**Q:** The structural formula of H₂N–AlH–OH shows an ordinary single bond between nitrogen and aluminium, and single bonds usually turn easily. Here the energy rises as soon as one end is twisted against the other. What resists the twist?

AlH4NO (SMILES [NH2][AlH][OH]) in the gas phase, computed with Ansatz 0.2.0 and the def2-TZVPP basis, with frozen cores in CCSD(T). The torsion H4-N1-Al2-O3 (atoms in SMILES order, hydrogens last) is scanned rigidly from the PBE0-D4/def2-TZVP minimum at 0.1°, which sets the zero of energy for each method.

| torsion (°) | CCSD(T) (eV) | PBE-D4 (eV) | r2SCAN-D4 (eV) | wB97M-V (eV) | HF (eV) | wB97M-V less CCSD(T) (eV) | T1 diagnostic |
| --- | --- | --- | --- | --- | --- | --- | --- |
| 0.1 | 0.0000 | 0.0000 | 0.0000 | 0.0000 | 0.0000 | 0.0000 | n/a |
| 14.3 | 0.0214 | 0.0205 | 0.0216 | 0.0207 | 0.0220 | -0.0007 | 0.011 |
| 34.3 | 0.1139 | 0.1093 | 0.1149 | 0.1100 | 0.1164 | -0.0039 | 0.011 |
| 54.3 | 0.2435 | 0.2337 | 0.2449 | 0.2345 | 0.2462 | -0.0090 | 0.011 |
| 74.3 | 0.3501 | 0.3367 | 0.3518 | 0.3367 | 0.3511 | -0.0134 | 0.011 |
| 94.3 | 0.3781 | 0.3639 | 0.3799 | 0.3635 | 0.3782 | -0.0146 | 0.011 |
| 114.3 | 0.3118 | 0.2996 | 0.3133 | 0.2999 | 0.3134 | -0.0119 | 0.011 |
| 134.3 | 0.1875 | 0.1800 | 0.1888 | 0.1807 | 0.1903 | -0.0068 | 0.011 |
| 154.3 | 0.0674 | 0.0647 | 0.0680 | 0.0651 | 0.0688 | -0.0023 | 0.011 |
| 174.3 | 0.0038 | 0.0037 | 0.0038 | 0.0036 | 0.0036 | -0.0002 | 0.011 |

**A:** The formula hides a pair of electrons and a vacancy. Aluminium with three neighbours has spent its three valence electrons on bonds, so one 3p orbital is left empty, standing upright on the plane of those bonds. Nitrogen is also planar here, and its lone pair sits in a p orbital upright on its own plane. In the minimum the two planes coincide, the two orbitals stand side by side, and the lone pair spreads partly onto aluminium. This is a weak second bond for which nitrogen supplies both electrons.

Twisting switches that bond off. The lone pair belongs to the NH₂ group and the empty orbital to the aluminium end, so they tilt against each other as the torsion grows. After a quarter turn the lone pair lies in the plane of aluminium's bonds, where it meets the two opposite lobes of the 3p orbital equally, and the overlap cancels. The highest energy lies close to this arrangement: 0.378 eV, or about 36 kJ/mol, with CCSD(T).

**Q:** If the bond is switched off, why does the energy come down again afterwards? At 174.3° almost nothing is left of the hill.

**A:** Because a p orbital turned upside down overlaps as well as before. Only its sign has changed, and the energy doesn't depend on that. Near a half turn the molecule is planar again, the two hydrogens on nitrogen have exchanged places, and donation is restored. The low value at 174.3° therefore belongs to nearly the same structure as the start, reached from the other side.

**Q:** The hill still looks lopsided to me. The energy at 74.3° is clearly above that at 114.3°, though both seem to be near the top.

**A:** They aren't equally near. The first is about 16° short of the perpendicular arrangement and the second about 24° past it. What matters is the twist away from the nearest planar form, whichever of the two that is. Arranged by this twist, the rows from both sides of the hill fall into a single rising order, without exception. The lopsidedness comes from where the angles were sampled, not from the molecule.

**Q:** Can I get the shape of the hill from the orbital picture alone?

**A:** Very nearly. Let $\varphi$ be the torsion, $\beta$ the coupling between lone pair and empty orbital when they are parallel, and $\Delta$ the energy gap between them. Two p orbitals tilted by $\varphi$ couple with strength $\beta\cos\varphi$. If the coupling is small next to the gap, second-order perturbation theory gives the energy gained by the two electrons, and the cost $V$ of twisting is the part of that gain which is lost:

$$E_\text{gain}=\frac{2\beta^2\cos^2\varphi}{\Delta},\qquad V(\varphi)=V_\perp\sin^2\varphi .$$

Here $V_\perp$ is the cost of a full quarter turn. I take it from the highest CCSD(T) row, which lies slightly off the perpendicular: $V_\perp = 0.3781/\sin^2 94.3^\circ = 0.380$ eV.

Now try 54.3°, a row that played no part in setting the scale. The square of the sine is 0.659, so the estimate is $0.380\times0.659 = 0.25$ eV. The computed value is 0.2435 eV, about 3% lower.

**Q:** What does the squared sine mean physically?

**A:** It means that the bond tolerates small twists and gives way in the middle. Near the planar form the orbitals are still almost parallel, so the first few degrees cost little. Near the perpendicular form there is hardly any donation left to lose, so the curve flattens again. Between 34.3° and 54.3° the energy rises by 0.130 eV, but between 74.3° and 94.3° by only 0.028 eV. Much the same shape is to be expected for other bonds across which a single lone pair leans on a single empty p orbital, as long as donation dominates and both ends keep their shape during the twist.

**Q:** Where does the estimate fail?

**A:** On the flanks, where it is too high. The largest miss is 0.007 eV, or 2% of the height of the hill, though at 14.3° a smaller miss amounts to 8% of the small energy there. It is tempting to blame the assumption that the coupling is small next to the gap. Without it, the gain grows more slowly than the square of the coupling, and a half-twisted molecule keeps more than half of its donation energy. That gives the right direction but not the right size. With these two orbitals alone, a miss of 0.007 eV would need a gap of only two to three electronvolts, far less than one expects between a nitrogen lone pair and an empty aluminium orbital. Part of the miss comes from electron correlation, since the Hartree–Fock value at 54.3° lies 0.0027 eV closer to the estimate. The origin of the rest is open.

**Q:** Then is 0.378 eV the strength of the second bond between nitrogen and aluminium?

**A:** No, it is the net price of losing it. Oxygen also has a lone pair upright on the molecular plane, and it donates into the same empty orbital. When nitrogen withdraws, oxygen can step in to some extent, which makes the loss cheaper.

Plain electrostatics may push the other way. The hydrogens on nitrogen are positively charged, while oxygen and the hydrogen on aluminium are negatively charged, and these opposite charges are closest in the planar forms. Their attraction would also favour planarity twice per turn, so the shape of the curve can't tell it from donation. How much of the height it supplies is untested; I take donation as the main cause because it is the established bonding picture for such molecules.

**Q:** Breaking a bond is usually where Hartree–Fock fails. Why does it do so well here?

**A:** Because of where the electrons go. When ethylene is twisted, each carbon keeps one electron of the broken π bond, and a single closed-shell configuration describes that badly. Here both electrons came from nitrogen, and both go back to it. The molecule stays an ordinary closed-shell species at every angle. The T1 diagnostic, a rough warning sign for cases where one configuration isn't enough, stays at 0.011 throughout the twist. The table prints no value for the planar minimum, but the raw output gives 0.011 there too.

The pairs of electrons also remain much the same pairs, which is probably why their correlation energy hardly changes. In the planar form it amounts to nearly 16 eV, yet Hartree–Fock, which leaves it out altogether, follows the CCSD(T) curve to within 0.003 eV in every row. The agreement is closest at the top and a little poorer on the flanks. Correlation is large in this molecule, but it is almost the same at every angle.

**Q:** So the density functionals should find this easy too.

**A:** They all find the right shape, but not quite the same height. At the highest row r2SCAN-D4 lies within 0.5% of CCSD(T), while PBE-D4 and wB97M-V are both about 4% too low. For wB97M-V the shortfall keeps nearly the same proportion wherever the energy exceeds 0.1 eV, so its curve is the CCSD(T) hill slightly scaled down.

The cause of that shortfall is open. Too little exact exchange is often blamed for low barriers, but it doesn't sort the functionals here: wB97M-V has a good deal of it and is low all the same, while r2SCAN has none and isn't low. In practical terms the error is modest: 0.015 eV is a little over half the thermal energy $k_\text{B}T$ at room temperature. Carried into a barrier, it would change a rate by somewhat less than a factor of two. Differences of a few thousandths of an electronvolt between the methods shouldn't be ranked, since the CCSD(T) values themselves rest on one basis set and frozen cores.

**Q:** May I put 0.378 eV into a rate expression for this rotation, then?

**A:** Only as a rough upper estimate of the barrier. In this scan one end of the molecule turns while everything else is held as it was in the planar minimum. That geometry suits a nitrogen that is donating. Once donation is lost, nitrogen may prefer to be pyramidal, as in ammonia, and the bond to aluminium may lengthen. Neither change was tested here. Letting the rest of the molecule relax should lower the energy of the twisted form, so the relaxed barrier is expected to lie below the rigid hill. A rate expression also needs the changes in zero-point energy and entropy, which this scan doesn't supply.
